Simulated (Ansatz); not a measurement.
## ZrSiO: the change of energy above lowest point with volume scale

All results are calculated (Ansatz 0.2.0). Free energy against uniform scaling of the volume at fixed shape and fractions; periodic cell, basis, potentials, k mesh and filling as listed.

The cell before it is scaled or strained (space group P4/nmm, No. 129):
```
ZrSiO
1.0
      3.3200     0.0000     0.0000
      0.0000     3.3200     0.0000
      0.0000     0.0000     7.3518
Zr Si O
2 2 2
Direct
  0.00000 0.50000 0.69159
  0.50000 0.00000 0.30841
  0.50000 0.50000 0.00000
  0.00000 0.00000 0.00000
  0.00000 0.50000 0.38871
  0.50000 0.00000 0.61129
```

Settings of every row: functional PBEsol; dispersion none; potentials PAW; wave cutoff 500 eV; density cutoff 2000 eV; k mesh 7x7x3; k shift 0x0x0; occupations fermi dirac; smearing width 0.1 eV; spin none.

Limits: coarse k mesh, up to 40 meV an atom off; the cell comes from a prototype or a list of computed structures and needn't be the stable phase.

| row | volume scale | V (Å³/atom) | energy above lowest point (meV/atom) |
| --- | --- | --- | --- |
| 1 | 0.88 | 11.885 | 66.6 |
| 2 | 0.92 | 12.425 | 16.3 |
| 3 | 0.96 | 12.966 | 0 |
| 4 | 1 | 13.506 | ? |
| 5 | 1.04 | 14.046 | 44.2 |
| 6 | 1.08 | 14.586 | 94.9 |
| 7 | 1.12 | 15.126 | 159.8 |

Question: what energy above lowest point should row 4 give?

Worked fit of energy above lowest point. Take u = (V_r/V)^(2/3) − 1 with V_r = 13.506 Å³ an atom, which is twice the finite (Eulerian) strain; such expansions in the strain, on which the Birch-Murnaghan equation of state is built, carry the rest volume and the bulk modulus. The shown rows have u = 0.08898, 0.05719, 0.02758, -0.0258, -0.04999, -0.07274. Least squares give energy above lowest point = 11.13 − 858.4 × u + 16458 × u² + 2204 × u³ meV/atom; a parabola predicts inner rows, each left out in turn, worse (root mean square 0.4 against 0.033 meV/atom). All shown rows lie on it to the printed digit. Its lowest point lies at u = 0.0259, or V = 13 Å³ an atom, and the curvature there gives the bulk modulus at fixed shape and fractions, B = (4/9)(1 + u)² E″(u)/V = 192 GPa. Letting shape and atoms relax would as a rule lower it, by much in layered, chain or molecular crystals. The withheld row has u = 0, so the fit gives 11.13 − 858.4 × (0) + 16458 × (0)² + 2204 × (0)³ = 11.1 meV/atom.

The calculation gave 11.1 meV/atom. The fit meets it to the printed digit.
